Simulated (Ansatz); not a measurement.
**NbTe: changing the functional**

```
Te Nb
1.0
     3.70297    0.00000    0.00000
    -1.85149    3.20687    0.00000
     0.00000    0.00000    3.69421
Te Nb
1 1
Direct
  0.66667 0.33333 0.00000
  0.00000 0.00000 0.50000
```

The cell comes from a database or a generator and needn't be the stable form of this composition.

Kept alike: task band structure; k mesh 8 × 8 × 7; occupations fermi-dirac, width 0.05 eV; no spin polarisation. Program: Ansatz, all-electron LAPW, scalar-relativistic. The mesh is that of the run's cell of 2 atoms. No spin-orbit coupling.

| run | pressure (GPa) |
| --- | --- |
| A | -7.49 |
| B | -5.25 |
| C | -0.62 |

Pressure is positive in compression. For a metal such a mesh leaves the last digits unconverged.

**Question.** The runs differ in the functional alone: LDA; PBE; PBEsol. Which run is which?

**Answer.** Run A is LDA; run B is PBEsol; run C is PBE. The pressure runs from -7.49 (LDA) to -0.62 GPa (PBE). From PBE: LDA -6.87; PBEsol -4.63. A positive pressure means that the functional's own cell is larger than the one given, a negative one that it is smaller.

All three functionals would contract this cell, LDA most and PBE least, with PBEsol closer to LDA. The order follows from how each treats exchange in an inhomogeneous density. LDA overbinds, which favours short bonds. Gradient corrections lower the energy of separated atoms, with their steeper density tails, more than that of the bonded solid, and so weaken the cohesion and expand the lattice. PBEsol has a weaker gradient dependence in exchange than PBE, suited to the slowly varying densities of solids, and therefore restores part of the contraction.

The small residual pressure in PBE suggests that the cell was relaxed with that functional or a similar one. It is no evidence that PBE describes NbTe best, since agreement with a cell of unknown origin doesn't test accuracy against experiment. The spread does show that a cell near equilibrium for one functional can be appreciably strained for another. A scalar pressure leaves open how the contraction would divide between the basal plane and the hexagonal axis.
